The Scarf crystal in four basis functions, and the band-bottom mass of a Li chain model

Conventions

An electron of mass m moves along x. Dividing the Schrödinger equation by ħ²/2m gives Hψ = −ψ″ + Vψ = Eψ. E and V are then in m⁻², the parameters A, B, a are in m⁻¹, and multiplying by ħ²/2m returns joules.

1. The Scarf I well

On −π/2 < θ < π/2, with θ = ax,

V = (A² + B² − Aa) sec²θ − B(2A − a) tanθ secθ. (1)

Put p = (A − B)/a, q = (A + B)/a and u = θ/2 + π/4. Then 1 − sinθ = 2cos²u, 1 + sinθ = 2sin²u and d²/dx² = (a²/4) d²/du², so

−d²ψ/du² + [p(p − 1)/cos²u + q(q − 1)/sin²u] ψ = (4E/a²) ψ.

This is the Pöschl–Teller I well, with levels 4E/a² = (p + q + 2n)². Since p + q = 2A/a, E_n = (A + na)².

Two functions show this directly. Let y = sinθ and ψ₀ = (1 − y)^(p/2) (1 + y)^(q/2), so that ψ₀′/ψ₀ = −W with W = A tanθ − B secθ and V = W² − W′ + A². For any f, H(ψ₀f) = ψ₀(A²f − f″ + 2Wf′). With f = 1 and f = y:

Hψ₀ = A²ψ₀,
H(ψ₀y) = (A + a)² ψ₀y − 2aB ψ₀.

The pair is closed under H, so nothing is truncated. In the basis (ψ₀, ψ₀y) the matrix has rows [A², −2aB] and [0, (A + a)²]. Its eigenvalues are E₀ and E₁, and ψ₁ = ψ₀[y − 2B/(2A + a)]. For A = 2a, B = 0.5a we get p = 1.5, q = 2.5, levels 4a² and 9a², and a node at y = 0.2: B moves the node but not the levels. In general yⁿ maps to (A + na)²yⁿ − 2naB yⁿ⁻¹ − n(n − 1)a² yⁿ⁻², so the matrix stays triangular and its diagonal is the general statement.

At the wall θ = π/2 the two local solutions go as distance to the power p or 1 − p (likewise q at the other wall). For p ≥ 3/2 only the first is square-integrable. For −1/2 < p < 3/2 both are, and a boundary rule must be added.

2. The crystal and its matching rule

Set B = 0 and z = θ + π/2, so z = ax with x now measured from a pole, and repeat the cell 0 < z < π with period L = π/a:

V = −(1/4 − s²) a²/sin²z, 0 < s < 1/2. (2)

Comparison with (1) requires A(A − a) = −(1/4 − s²)a², which has two roots, A = ηa and A = (1 − η)a, with η = 1/2 − s. At signed distance w from a pole both powers |w|^η and |w|^(1−η) are square-integrable. Scarf's matching (1958) takes

ψ ≈ α|w|^η + β sgn(w)|w|^(1−η), same α and β on both sides. (3)

It conserves the current, which is proportional to 2s Im(α*β), and for s → 1/2 it becomes continuity of ψ and ψ′. It is part of the model, not a consequence of (2): demanding α = 0 instead would give isolated wells and no bands.

3. Four functions, four band edges

Write ν = √E/a. Each root of A supplies a 2 × 2 matrix, diagonal because B = 0. Rule (3) fixes the sign from cell to cell and hence the Bloch wavenumber k.

function in a cell | ν | parity about a pole | k
sin^η z | η | even | 0
sin^(1−η) z | 1 − η | odd | π/L
sin^η z cos z | 1 + η | even | π/L
sin^(1−η) z cos z | 2 − η | odd | 0

These are ν = n + 1/2 ± s for n = 0, 1. The lowest energy η²a² is positive although V < 0 everywhere. The reason is (3): |sin z|^η falls into each pole and rises out of it, a kink of the sign that a repulsive spike makes. The poles act as barriers.

4. The general band relation

For μ = η or 1 − η, the solution that starts as z^μ is u_μ = sin^μ z · ₂F₁(μ + ν, μ − ν; μ + 1/2; sin²(z/2)). The connection formula for ₂F₁ at argument 1 gives, with w = π − z,

u_η(z) = P u_η(w) + Q u_(1−η)(w),
u_(1−η)(z) = Q′u_η(w) − P u_(1−η)(w),
P = Γ(1 − s)Γ(s)/[Γ(1/2 − ν)Γ(1/2 + ν)] = cos(πν)/sin(πs),
Q = 4^(−s) Γ(1 − s)Γ(−s)/[Γ(η + ν)Γ(η − ν)],
Q′ = 4^s Γ(1 + s)Γ(s)/[Γ(1 − η + ν)Γ(1 − η − ν)].

The reflection formula of Γ gives QQ′ = 1 − P². By (3), crossing the pole keeps the coefficient of the power η and reverses that of the power 1 − η. The transfer matrix on (α, β) has rows [P, Q′] and [−Q, P], determinant 1 and trace 2P. Its eigenvalues are exp(±ikL), so

cos kL = cos(πν)/sin(πs). (4)

Bands need |cos πν| ≤ sin πs, that is n + 1/2 − s ≤ ν ≤ n + 1/2 + s, with edges at E = a²(n + 1/2 ± s)². For E < 0 the cosine becomes a cosh above 1 and no band exists. At the four values of ν in the table, (4) gives cos kL = +1, −1, −1, +1, as the signs did. A fifth elementary point is ν = 1/2: the solution √(sin z) tan^(−s)(z/2) starts as z^η and ends as w^(1−η), so P = 0 and kL = π/2.

5. Effective mass from one function

Let ψ₀ = |sin z|^η, ψ = ψ₀φ and ε = E − η²a². Then −J′ = εψ₀²φ with J = ψ₀²φ′, and (3) says that φ and J are continuous. This is a lossless transmission line with capacitance per length ψ₀² and inductance per length 1/ψ₀². For small k, φ and J are nearly constant over a cell, and each changes by ikL times itself. With ⟨ ⟩ the cell average,

ikφ = J⟨ψ₀⁻²⟩, −ikJ = εφ⟨ψ₀²⟩, hence ε = k²/(⟨ψ₀²⟩⟨ψ₀⁻²⟩).

A free electron has ε = k², so m*/m = ⟨ψ₀²⟩⟨ψ₀⁻²⟩, exact as k → 0. Using ⟨sin^(±2η) z⟩ = Γ(1/2 ± η)/[√π Γ(1 ± η)] and the reflection formula,

m*/m = tan(πη)/(πη). (5)

Relation (4) agrees. With ν = η + δ, cos(πν)/cos(πη) ≈ 1 − πδ tan(πη) = 1 − k²L²/2, and ε ≈ 2ηδa² = k² πη/tan(πη). The mass tends to m as s → 1/2 and diverges as s → 0, where the bands close to levels.

6. Numbers for a Li chain model

Place one Li ion at each pole. The lower state at k = π/L is then odd (p-like) about the ions, the ordering typical of Li metal, whose core has no p shell. Inputs: the free-electron mass m, an assumed spacing L = 0.30 nm, and a zone-boundary gap of about 2.8 eV, typical of bulk Li and assumed for the chain.

The energy unit is E_a = ħ²π²/(2mL²) = 6.69 × 10⁻¹⁹ J (4.18 eV). The first gap is E_a[(1 + η)² − (1 − η)²] = 4ηE_a, so the input asks for η = 0.168. We round to η = 1/6, s = 1/3, which gives 4.46 × 10⁻¹⁹ J (2.79 eV); this is a fit, not a test.

ν | energy (10⁻¹⁹ J) | energy (eV)
1/6 | 0.186 | 0.116
5/6 | 4.65 | 2.90
7/6 | 9.11 | 5.69
11/6 | 22.5 | 14.0

Only differences of these energies matter. The lowest band has width 2sE_a, which for s = 1/3 happens to equal the gap. The two averages are ⟨sin^(1/3) z⟩ = 0.8235 and ⟨sin^(−1/3) z⟩ = 1.3390. Their product is 1.1027, equal to 2√3/π from (5), so the model's mass is m* = 1.00 × 10⁻³⁰ kg.

One electron per ion, with two spin states, fills the band to kL = π/2, where ν = 1/2. The exact height above the band bottom is E_a(1/4 − 1/36) = 1.49 × 10⁻¹⁹ J (0.93 eV). The parabola ħ²k²/2m* gives 1.52 × 10⁻¹⁹ J (0.95 eV), an error of 2 per cent.

Limits. The mass depends on the fitted gap: s = 1/4 gives a gap of E_a and m*/m = 4/π = 1.27. A half-filled chain tends to dimerise, adding a Fourier component U (in joules) at wavenumber π/L and a gap 2U at the Fermi points. Second-order perturbation of the free state k shifts it by −U²/[E_a(1 + 2κ)] − U²/[E_a(1 − 2κ)], with κ = kL/π and free energy E_aκ². The κ² term is −8U²κ²/E_a, so m*/m rises by about 8(U/E_a)². For an assumed 2U = 0.5 eV this is 0.03, against the 0.10 of the Scarf lattice, so only m* ≈ 1.1 m is meaningful. Electron interaction is left out altogether. The j-th gap of the model, 4jηE_a, grows with j because of the singular poles, so the upper bands should not be read as those of Li. As typical knowledge and not a measurement, the band-bottom mass of bulk Li is about 1.3 m; the model's value lies roughly 15 per cent lower and describes a chain, not the bulk crystal.